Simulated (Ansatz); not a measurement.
**Al: energy along a strain**

Al, P6_3/mmc, a = 2.812 Å, c = 4.867 Å (as given, not relaxed at this level: -1.4 GPa). This isn't the element's structure at ambient conditions. Ansatz: PBEsol, PAW, 420 eV, Γ-centred 18×18×10 mesh on 2 atoms, Gaussian smearing 0.15 eV; no spin polarisation. Cell vectors (Å): 2.812 0.000 0.000; -1.406 2.436 0.000; 0.000 0.000 4.867. The cell is strained by x per cent times the pattern (1 1 0 0 0 0) in the order xx yy zz yz xz xy (engineering shears), with fractional coordinates held. y is the free energy over the start, V0 = 16.669 Å³/atom. Points with a strain past 8.5 % were computed too (3) and aren't used here.

| x (%) | y (meV/atom) |
| --- | --- |
| -7.50 | 142.93 |
| -5.00 | 54.82 |
| -2.50 | 10.33 |
| 0.00 | 0.00 |
| 2.50 | 14.97 |
| 5.00 | ? |
| 7.50 | 92.22 |

Q: Fit y = c1 x + c2 x² + c3 x³ to the other rows, get the stiffness along the pattern, and predict the missing energy.

A: Least squares on the rows shown. y = 1.5914 x + 2.0877 x² − 0.088260 x³. The clamped-ion stiffness p·C·p = 2 × 20.88 eV × 160.2 / 16.669 Å³ = 401 GPa (second derivative at the start, which stands under stress). At x = 5.00 the fit asked for gives 49.12 meV/atom. The run gave 47.19 meV/atom, so the fit is 1.93 meV/atom too high, 1.4 % of the span of the series, against an rms of 0.38 meV/atom on the fitted rows. With a term in x⁴ added, a fit to the same known rows predicts 47.86 meV/atom, so most of the miss is curvature that the known rows already hold.

The positive linear term means that the starting cell is under in-plane tension, so a slight contraction lowers the energy. This explains why extension costs more than compression at 2.50 %, whereas the order is reversed at the larger strains. There the negative cubic term dominates the asymmetry: squeezing the layers raises the kinetic energy of the sp electrons and the repulsion between ions, while stretching weakens the metallic bonding and softens the response.

Holding the fractional coordinates costs nothing here, because equal in-plane strains preserve the hexagonal symmetry and the two atoms sit on sites without free parameters. The stiffness therefore already includes any internal relaxation, but with the c axis fixed it is not the softer biaxial response of a film free to contract along its normal. The improvement from the quartic term suggests that the cubic fit slightly overestimates the curvature at the start. A single symmetry-preserving strain says nothing about resistance to shear, and so doesn't establish mechanical stability.
